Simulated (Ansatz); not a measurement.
Equilibrium of C2H2F4 ⇌ C2F4 + H2 at process temperatures

Species: C2H2F4 `FC(F)C(F)F`, singlet; C2F4 (tetrafluoroethylene) `FC(F)=C(F)F`, singlet; H2, singlet. This is a balance of energies; it says nothing on the path, which may need atoms to shift.

The electronic reaction energy at CCSD(T)/CBS estimate is +235.9 kJ/mol. Shapes: PBE0-D4/def2-TZVP. Flexible molecules stand in one conformer, not always the lowest. Programs: Ansatz 0.2.0. Enthalpy and entropy come from rigid-rotor, harmonic-oscillator sums on unscaled PBE0-D4/def2-TZVP wavenumbers, ideal gases at 1 bar; R ln 2 is added for the mirror twin of the chiral shape of C2H2F4. Symmetry numbers: C2H2F4 2, C2F4 4, H2 2. R = 8.3145 J/(mol K).

| T (K) | ΔH (kJ/mol) | ΔS (J/(mol K)) |
| --- | --- | --- |
| 400 | +209.0 | +116.2 |
| 600 | +212.2 | +122.7 |
| 800 | ? | ? |

**Question.** Work out ln K at 400 and 600 K, and from these estimate it at 800 K.

**Answer.** 
1. 400 K: ΔG = +209.0 − 400 × (+116.2)/1000 = +162.5 kJ/mol; ln K = −ΔG/RT = -48.86.
2. 600 K: ΔG = +212.2 − 600 × (+122.7)/1000 = +138.6 kJ/mol; ln K = −ΔG/RT = -27.78.
3. Slope against 1000/T: (-27.78 − (-48.86))/(1.6667 − 2.5000) = -25.30, that is −ΔH/R with ΔH near +210 kJ/mol.
4. 800 K: ln K = -48.86 + (-25.30) × (1.2500 − 2.5000) = -17.23.

The full sums give ΔH = +213.6 kJ/mol, ΔS = +124.7 J/(mol K), ΔG = +113.8 kJ/mol and ln K = -17.11 at 800 K, so the line is off by -0.12 in ln K; without rounding the miss is -0.12, from the change of ΔH with temperature. The reactants are favoured over this whole range. The number of molecules rises, which sets the sign of ΔS, and lower pressure favours the products. An error of 10 kJ/mol in the energy moves ln K by 1.5 at 800 K. Soft modes are treated as harmonic, which can err either way at these temperatures; the lowest are those of C2H2F4 (80 cm⁻¹), C2F4 (203 cm⁻¹). Other conformers aren't counted. The CBS estimate extrapolates MP2 from def2-TZVPP and def2-QZVPP and adds CCSD(T) − MP2 in the triple-zeta set, cores frozen; for H2 it overshoots the exact energy by about 1 mEh.

Dehydrogenation stays strongly uphill because entropy offsets only part of the enthalpy cost: even at 800 K, ΔG is +113.8 kJ/mol. Breaking two C–H bonds is poorly repaid by H–H and a C=C π bond, and fluorination makes the exchange worse than in ethane. Tetrafluoroethylene has a notably weak π bond, as its readiness to polymerise and to undergo cycloaddition reflects, and its CF2 groups favour the more pyramidal, sp3-like carbon of the alkane.

The enthalpy lies below the electronic reaction energy chiefly because stiff C–H stretching and bending modes are lost, lowering the zero-point energy. The gain in entropy comes mainly from the translation of the released H2. As ΔH grows with temperature, the van 't Hoff plot curves, so the straight line slightly underestimates K at 800 K.

The result supports a severe equilibrium limit on direct dehydrogenation, but doesn't describe the full product mixture of a hot fluoroalkane, where loss of HF to give trifluoroethylene is an obvious competitor.
